# Velocity threshold of electronic stopping: the d-band onset for protons in Cu

Sections 1–3 derive the kinematics. **Section 4 is a wrong attempt and its numbers are wrong.** Sections 5–8 find the faulty line, mend it and size the error.

Units: Hartree atomic units ($\hbar=m_0=e^2/4\pi\epsilon_0=1$, $m_0$ the free-electron mass) wherever numbers appear. 1 Ha = 27.211 eV; the unit of velocity is $2.19\times10^{6}$ m/s; a proton of velocity $v$ has kinetic energy $T=25.0\,v^2$ keV. Intermediate values are carried unrounded.

## 1. Stopping in linear response

- Projectile: charge $Z$, classical path $\mathbf b+\mathbf v t$, constant $\mathbf v$, lattice frozen. This is the fixed-velocity Ehrenfest setup of real-time TDDFT, with $S=v^{-1}\,dE/dt$.
- Perturbation: $\Omega^{-1}\sum_{\mathbf Q}V(Q)\,e^{-i\mathbf Q\cdot(\mathbf b+\mathbf v t)}\rho^\dagger_{\mathbf Q}$, with $\rho^\dagger_{\mathbf Q}=\sum_j e^{i\mathbf Q\cdot\mathbf r_j}$, $|V(Q)|=4\pi Z/Q^2$ and $\Omega$ the crystal volume. Component $\mathbf Q$ oscillates at $\omega=\mathbf Q\cdot\mathbf v$.
- Response: ${\rm Im}\,\chi(\mathbf Q,\mathbf Q;\omega)=-\pi\Omega^{-1}\sum_f|\langle f|\rho^\dagger_{\mathbf Q}|0\rangle|^2\delta(\omega-E_{f0})$ for $\omega>0$, with $f$ the many-electron eigenstates.
- Golden rule, averaged over $\mathbf b$:

$$S=-\frac{2}{v}\int_{\mathbf Q\cdot\mathbf v>0}\frac{d^3Q}{(2\pi)^3}\,|V(Q)|^2\,(\mathbf Q\cdot\mathbf v)\,{\rm Im}\,\chi(\mathbf Q,\mathbf Q;\mathbf Q\cdot\mathbf v).\tag{1}$$

- Isotropic limit, with ${\rm Im}\,\epsilon^{-1}=(4\pi/Q^2)\,{\rm Im}\,\chi$: the Lindhard form $S=\frac{2Z^2}{\pi v^2}\int\frac{dQ}{Q}\int_0^{Qv}d\omega\,\omega\,{\rm Im}(-1/\epsilon)$.
- A fixed $\mathbf b$ (a channel) adds terms $\chi(\mathbf Q,\mathbf Q+\mathbf G')$ with $\mathbf G'\cdot\mathbf v=0$. They change weights and leave frequencies alone.
- The energies $E_{f0}$ in (1) are excitation energies of the interacting solid.

For one electron–hole pair, hole at $\mathbf k$, electron at $\mathbf p=\mathbf k+\mathbf q$, crystal momentum is conserved up to a reciprocal vector, $\mathbf Q=\mathbf q+\mathbf G$:

$$\hbar(\mathbf q+\mathbf G)\cdot\mathbf v=\varepsilon_c(\mathbf k+\mathbf q)-\varepsilon_v(\mathbf k).\tag{2}$$

## 2. Direct gap, parabolic bands

Take $\varepsilon_c=E_g+\hbar^2p^2/2m_e$, $\varepsilon_v=-\hbar^2k^2/2m_h$, $M=m_e+m_h$. Define the mismatch, left minus right side of (2). It is concave in $(\mathbf p,\mathbf k)$ and unbounded below, so (2) has solutions exactly when its maximum $F$ is non-negative.

- Stationarity: $\hbar\mathbf p=m_e\mathbf v$, $\hbar\mathbf k=-m_h\mathbf v$. Electron and hole both leave with the projectile's velocity.
- Maximum, with $G_\parallel=\mathbf G\cdot\hat{\mathbf v}$:

$$F=\hbar G_\parallel v+\tfrac12Mv^2-E_g.\tag{3}$$

- $F=0$ gives, with $q_0^2=2ME_g/\hbar^2$,

$$v_G=\frac{\hbar}{M}\Big(\sqrt{G_\parallel^2+q_0^2}-G_\parallel\Big).\tag{4}$$

- $G_\parallel=0$: $v_{\rm th}=\sqrt{2E_g/(m_e+m_h)}$, reached at $q=q_0$. The parabolas must still hold out to $m_ev_{\rm th}/\hbar$ and $m_hv_{\rm th}/\hbar$.
- Motion along a lattice direction with shortest translation $d$: $G_\parallel=2\pi n/d$, $n$ integer. For $G_\parallel\gg q_0$,

$$v_n=\frac{E_g\,d}{n\,h}\Big[1-\frac{q_0^2}{4G_\parallel^2}+\dots\Big].\tag{5}$$

- The leading term says that the $n$-th harmonic of the washboard frequency $v/d$ matches the vertical gap, $nhv/d=E_g$. It is an upper bound on (4), because a small $q$ along $\mathbf v$ gains energy linearly and costs it quadratically.
- The onsets accumulate at $v=0$. A crystal has no strict threshold. The weight of rung $n$, set by $|V(Q)|^2|\langle c|e^{i\mathbf Q\cdot\mathbf r}|v\rangle|^2$, dies off at large $n$, and the threshold is softened into a tail.
- Shape near an onset, constant matrix element: six quadratic variables and one delta function, $\int d^6x\,\delta(F-x^2)=\pi^3F^2/2$. The rate starts as $(v-v_G)^2$.

## 3. The d → sp channel of a noble metal

Cu has no gap. Intraband pairs at the Fermi surface give $S\propto v$ from $v=0$. The filled d band, with its top $\Delta$ below $E_F$, adds a channel with a minimum energy. The formula for $v_{\rm th}$ does not carry over with $E_g\to\Delta$, since the final states lie at a Fermi surface and not at a band minimum.

Model:

- sp band: free electrons, mass $m_0$, empty only for $|\mathbf p|\ge k_F$.
- d band: isotropic valleys at the X points, $\varepsilon_d=E_F-\Delta-\hbar^2\kappa^2/2m_h$, $\boldsymbol\kappa$ measured from X.

Maximise the mismatch again.

- Electron part: $\hbar\mathbf p\cdot\mathbf v-\hbar^2p^2/2m_0=-\hbar^2|\mathbf p-m_0\mathbf v/\hbar|^2/2m_0+$ const. For $v<v_F$ the free optimum is inside the Fermi sphere and blocked. The nearest empty state is $\mathbf p=k_F\hat{\mathbf v}$, at energy $E_F$.
- Hole part: as before, $\hbar\boldsymbol\kappa=-m_h\mathbf v$, gain $\tfrac12m_hv^2$.
- Direction [100], cubic constant $a$, $g=2\pi/a$. The X points of the repeated zone project on [100] at all integer multiples of $g$; examples are $g(0,1,0)$, $g(-1,0,0)$, $g(-2,1,0)$ for $n=0,1,2$.

With $P_n=k_F+ng$, $\kappa_0^2=2m_h\Delta/\hbar^2$ and $s_n=\sqrt{P_n^2+\kappa_0^2}$:

$$F_n=\hbar P_nv+\tfrac12m_hv^2-\Delta,\qquad v_n=\frac{\hbar}{m_h}(s_n-P_n)=\frac{2\Delta}{\hbar(s_n+P_n)}.\tag{6}$$

This is (4) with $M\to m_h$ and $G_\parallel\to P_n$. At onset the hole sits $\kappa^*=s_n-P_n$ from X and the momentum transfer along $\mathbf v$ is $s_n$.

Sensitivities, from (6):

$$\frac{\partial\ln v_n}{\partial\ln\Delta}=\frac12\Big(1+\frac{P_n}{s_n}\Big),\qquad\frac{\partial\ln v_n}{\partial\ln m_h}=-\frac12\Big(1-\frac{P_n}{s_n}\Big).\tag{7}$$

For $P_n\ge0$ the first exponent lies between 1/2 and 1.

Shape near onset. The hole has three quadratic variables. The electron has two linear ones with uniform measure: $1-\cos\theta$ on the sphere (cost $\hbar k_Fv$ per unit) and the energy above $E_F$. The delta function removes one linear variable, the other runs from 0 to the remaining $F_n-x^2$:

$$\text{rate}_n\propto\int d^3x\,(F_n-x^2)\,\Theta(F_n-x^2)=\frac{8\pi}{15}F_n^{5/2},\tag{8}$$

with a prefactor that depends on $v$, $k_F$, $m_h$ and the matrix element, and not on $\Delta$.

Inputs for Cu (approximate or illustrative):

- $a\approx3.61$ Å $=6.822$ bohr, so $g=0.921$. One sp electron per atom, four atoms per cube: $k_F=(12\pi^2)^{1/3}/a=0.720=v_F$.
- $P_0,P_1,P_2=0.720,\ 1.641,\ 2.562$.
- Hole mass: a band $-(w/2)\cos(ka/2)$ along Γ–X has $m_h=8\hbar^2/wa^2$ at X. A typical dispersion $w\approx1.4$ eV gives 3.3. Take $m_h=3$, illustrative.
- d-band top: $\Delta\approx2.0$ eV $=0.0735$ Ha as the energy to lift a d electron to $E_F$. A typical LDA band structure has the Kohn–Sham d top at $\Delta_{\rm LDA}\approx1.5$ eV $=0.0551$ Ha.

## 4. Wrong attempt (do not use)

- **A1.** Onsets follow from (6).
- **A2.** $k_F=0.720$, $g=0.921$, $m_h=3$.
- **A3.** TDDFT is exact in principle and is built on the Kohn–Sham system, so read the gap off the LDA ground-state bands: $\Delta=\Delta_{\rm LDA}=1.5$ eV.
- **A4.** $\kappa_0^2=2\cdot3\cdot\Delta_{\rm LDA}=0.331$.
- **A5.** Results (wrong):

| $n$ | $s_n$ | $v_n$ (a.u.) | $T_n$ (keV) |
|---|---|---|---|
| 0 | 0.921 | 0.067 | 0.11 |
| 1 | 1.739 | 0.033 | 0.027 |
| 2 | 2.626 | 0.021 | 0.011 |

- **A6.** Wrong conclusion: the $n=0$ rung of the d channel is open above $v=0.067$, a proton energy of 0.11 keV.

A real-time run with the adiabatic LDA (ALDA), in the weak-coupling limit and with these bands, would show the same onsets. That seems to confirm A6.

## 5. Symptom

The $\chi$ of (1) also fixes the optical absorption, at $Q\to0$. Test A3 there.

- Vertical transition, $\mathbf p=\mathbf k$. The point of the Fermi sphere nearest to X is $g-k_F=0.201$ away along Γ–X.
- Moving from there toward X raises the sp energy with slope $v_F=0.720$ and the d energy with slope at most $(g-k_F)/m_h=0.067$. The edge therefore stays on the sphere:

$$\hbar\omega_{\rm opt}=\Delta+\frac{\hbar^2(g-k_F)^2}{2m_h}=\Delta+0.18\ {\rm eV}.\tag{9}$$

- With A3: 1.68 eV, wavelength 0.74 µm. The visible range runs from about 0.40 to 0.75 µm. Interband absorption would cover practically all of it, red included, and no band of long visible wavelengths would be left with the high free-electron reflectance. The model would lose the selective reflection of red and orange that gives copper its colour.
- With $\Delta=2.0$ eV: 2.18 eV, 0.57 µm. The edge falls inside the visible range and red and orange lie below it. This is a qualitative test of the input only.

Second symptom: the onsets of the attempt do not move when the kernel is switched from zero (RPA) to ALDA, yet they move with any change of the ground-state potential that displaces the d eigenvalues. A number that tracks the eigenvalues and ignores the kernel is a property of the Kohn–Sham spectrum.

## 6. Faulty line

A3. Lines A1, A2, A4 and A5 are correct algebra on a wrong input.

- Equation (2) needs the energy of the pair in the interacting solid: addition energy of the electron minus removal energy of the d electron, less any electron–hole binding (screened in a metal, neglected here).
- In a metal only the Kohn–Sham Fermi level has such a meaning. An eigenvalue 1.5 eV below it is not a removal energy, even for the exact functional. In an insulator the corresponding statement is that the fundamental gap exceeds the Kohn–Sham gap by the derivative discontinuity of the exchange-correlation potential. LDA is in addition expected to place compact 3d states too high, because its self-interaction is not cancelled.

Why the ALDA run repeats the slip. The Dyson equation is $\chi=\chi_s+\chi_sK\chi$, with $K=v_C+f_{xc}$, matrices in $\mathbf G,\mathbf G'$. Put $A=(1-\chi_sK)^{-1}$, so $\chi=A\chi_s$. An adiabatic kernel is frequency independent and Hermitian. Then

$$\chi-\chi^\dagger=A\,[\chi_s(1-K\chi_s^\dagger)-(1-\chi_sK)\chi_s^\dagger]\,A^\dagger=A\,(\chi_s-\chi_s^\dagger)\,A^\dagger.\tag{10}$$

- The absorptive part of $\chi$ is that of $\chi_s$, reweighted by $A$. For a bounded $K$, continuum edges stay at Kohn–Sham eigenvalue differences. New structure appears only at zeros of $\det(1-\chi_sK)$, which are collective modes or bound pairs.
- Contrast with a finite system. One transition, $\chi_s=2\omega_sB/(\omega^2-\omega_s^2)$, moves to $\omega^2=\omega_s^2+2\omega_sBK$. For Bloch states each transition has $B\propto1/\Omega$, so the shift of the lowest one vanishes in the bulk limit.
- The exact kernel is $f_{xc}=\chi_s^{-1}-\chi^{-1}-v_C$. In an insulator, at frequencies between the Kohn–Sham gap and the true absorption edge, $\chi$ is Hermitian and $\chi_s$ is not. There the anti-Hermitian part of $f_{xc}$ must equal that of $\chi_s^{-1}$. ALDA has none.
- So the run and line A3 share one input. Their agreement tests the algebra and says nothing about $\Delta$.

## 7. Mended calculation

Replace A3 by the removal energy, $\Delta=2.0$ eV. This is a rigid downward shift of the d valleys by 0.5 eV, with $m_h$ and $k_F$ unchanged. Then $\kappa_0^2=0.441$.

| $n$ | $s_n$ | $v_n$ (a.u.) | $\Delta/\hbar P_n$ (a.u.) | $T_n$ (keV) | $\partial\ln v_n/\partial\ln\Delta$ |
|---|---|---|---|---|---|
| 0 | 0.979 | 0.087 | 0.102 | 0.19 | 0.87 |
| 1 | 1.770 | 0.043 | 0.045 | 0.046 | 0.96 |
| 2 | 2.647 | 0.028 | 0.029 | 0.020 | 0.98 |

- The fourth column is the analogue of the leading term of (5). It is close for $n\ge1$ and too high for $n=0$.
- Consistency: $v_n<v_F$ throughout. For $n=0$, $\kappa^*=0.26$, small against the Γ–X distance $g$.
- The rung $n=-1$ has $P=-0.201$, a formal onset at 0.30 and $\kappa^*=0.90$, nearly the whole of Γ–X. The parabola fails there and the rung is dropped.

## 8. Size of the error

All numbers are the model's. Error means attempt relative to mended value.

| $n$ | error in $v_n$ (%) | error in $T_n$ (%) |
|---|---|---|
| 0 | $-22$ | $-40$ |
| 1 | $-24$ | $-43$ |
| 2 | $-25$ | $-43$ |

- Bounds. The input ratio is $1.5/2.0=0.75$. By (7), for any $m_h$ and any $P_n\ge0$ the velocity ratio lies between 0.75 and $\sqrt{0.75}=0.87$. Onset velocities come out 13 to 25 % low and onset energies 25 to 44 % low. The square-root end is the case of $v_{\rm th}$ in Section 2, the linear end that of (5).
- Dependence on the illustrative mass. The mass exponent of (7) is $-0.13$ for $n=0$. For $m_h=2$ and 6 the mended $v_0$ is 0.091 and 0.077, and the error is $-23$ % and $-21$ %.
- Window of qualitative failure: for $0.067<v<0.087$ the attempt has rung 0 open while it is shut.
- Rates are hit harder than onsets. At $v=0.10$, $\hbar P_0v+\tfrac12m_hv^2=2.37$ eV, so $F_0=0.87$ eV in the attempt and 0.37 eV mended. By (8) the rung-0 rate is too high by a factor of about 9. For rung 1 the values are 3.37 and 2.87 eV and the factor is 1.5; such $F$ lies beyond the range of the parabola, so the figure shows only the trend. The total excess needs matrix elements that this model lacks.

Limits of the band model.

- The d top of an fcc metal is far from isotropic. With nearest-neighbour σ hopping alone, $\varepsilon_{yz}=4t\cos(k_ya/2)\cos(k_za/2)$, $t<0$, has its maximum on the whole line $(k_x,g,0)$, which contains X–W. On such a flat branch the rungs merge into a continuum of onsets $\Delta/\hbar Q_x$. If the weight $W(Q_x)$ is taken independent of the final energy, (1) gives $S_d\propto\int dQ_x\,W(Q_x)\,Q_x\,\Theta(Q_x-\Delta/\hbar v)$, a function of $\Delta/\hbar v$ only. The curve is then compressed along $v$ by the full 25 %. The individual $v_n$ depend on the valley model; the bracket of 13 to 25 % covers both cases.
- The true Fermi surface has necks toward L and is not a sphere. This alters $P_n$ in the attempt and in the mended calculation alike.

Neglected terms, against the 0.5 eV at issue.

- Proton recoil adds $\hbar^2Q^2/2M_p$ to $\Delta$. The largest case is $n=2$, $Q^2=s_2^2+g^2$: 0.058 eV, 3 % of $\Delta$.
- Fermi smearing at 300 K: $k_BT=0.026$ eV.
- Spin–orbit splitting of the Cu d top: typically of order 0.1 eV, comparable to the rounding of the two input energies.
- Phonons: $k_B\Theta_D=0.030$ eV for the compiled Debye temperature of 343 K (Wikipedia). The energy is small, but a phonon carries momentum up to order $g$ and fills in between rungs.
- Beyond linear response, which matters for $Z=1$ at these velocities: energy and crystal momentum still balance as in (2), summed over all pairs. An extra intraband pair costs no energy and takes up $2k_F=1.44$, so $P_n\to P_n+2k_F$. Weights change and lower onsets appear. Each has the form (6) with larger $P$, so its error is nearer to 25 %.
- A free proton of tens of eV would be deflected and would not keep to a channel. Rungs 1 and 2 refer to constrained trajectories.

Model against typical behaviour. As typical knowledge, the stopping curve of protons in Cu steepens visibly near $v\approx0.2$. The model's $v_0=0.087$ is less than half of that and the higher rungs are lower still. A kinematic onset is a lower bound on such a knee: the rate starts as $F^{5/2}$ on top of the intraband term, and most d states lie deeper than the top, in a band spanning roughly 2 to 5 eV below $E_F$. For a flat level in the middle of that band, 3.5 eV deep, the same rigid 0.5 eV is a 14 % change of the velocity scale. Whether the shift is rigid across the band is an assumption of the mending and is not tested here.